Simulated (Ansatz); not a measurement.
**A family of molecules: the HOMO–LUMO gap**

One atom is swapped for its congeners: B(SH)3; Al(SH)3; Ga(SH)3; In(SH)3. All are singlets with charge 0.

Shapes, held fixed at every level: PBE0-D4/def2-TZVP. Programs: Ansatz 0.2.0. Values in eV.

```json
{"level": "SPW92/def2-TZVPP", "B(SH)3": "4.69", "Al(SH)3": "4.94", "Ga(SH)3": "4.45", "In(SH)3": "3.69"}
{"level": "PBE-D4/def2-TZVPP", "B(SH)3": "4.77", "Al(SH)3": "5.05", "Ga(SH)3": "4.59", "In(SH)3": "3.84"}
{"level": "r2SCAN-D4/def2-TZVPP", "B(SH)3": "5.30", "Al(SH)3": "5.65", "Ga(SH)3": "5.12", "In(SH)3": "4.33"}
{"level": "B3LYP-D4/def2-TZVPP", "B(SH)3": "6.37", "Al(SH)3": "6.60", "Ga(SH)3": "6.16", "In(SH)3": "5.35"}
{"level": "wB97M-V/def2-TZVPP", "B(SH)3": "10.89", "Al(SH)3": "10.94", "Ga(SH)3": "10.76", "In(SH)3": "9.94"}
{"level": "wB97X-V/def2-TZVPP", "B(SH)3": "11.29", "Al(SH)3": "11.39", "Ga(SH)3": "11.11", "In(SH)3": "10.26"}
```

At wB97X-V/def2-TZVPP the HOMO–LUMO gap isn't monotonic: it is largest for Al and smallest for In (11.39 and 10.26 eV). Every level shows the same order. For atoms past krypton def2 sets carry core potentials with scalar relativity. Relativity is left out for Ga unless named. Orbital gaps aren't excitation energies, and the LUMO depends on the basis.

The drop from Ga to In is the firmest feature of the series, while the maximum at Al is much less secure: at wB97M-V, B(SH)3 and Al(SH)3 lie at 10.89 and 10.94 eV, practically equal. The HOMO is probably mainly sulfur 3p lone pair in all four, so the trend should depend largely on the acceptor level. In the boron compound, compact 2p orbitals allow strong S-to-B π donation, which pushes the π* level up, but short contacts between the sulfur lone pairs can raise the HOMO and offset this. Aluminium is more electropositive, with high-lying valence orbitals. In gallium the filled 3d shell screens the nuclear charge poorly and stabilises 4s, which suggests a lower M–S σ* level with metal s character. Indium adds more diffuse orbitals and weaker overlap, lowering that antibonding level further. The much wider gaps with the range-separated hybrids probably reflect their full long-range exact exchange. Orbital compositions would be needed to tell whether the LUMO really changes from π* to σ* down the group.
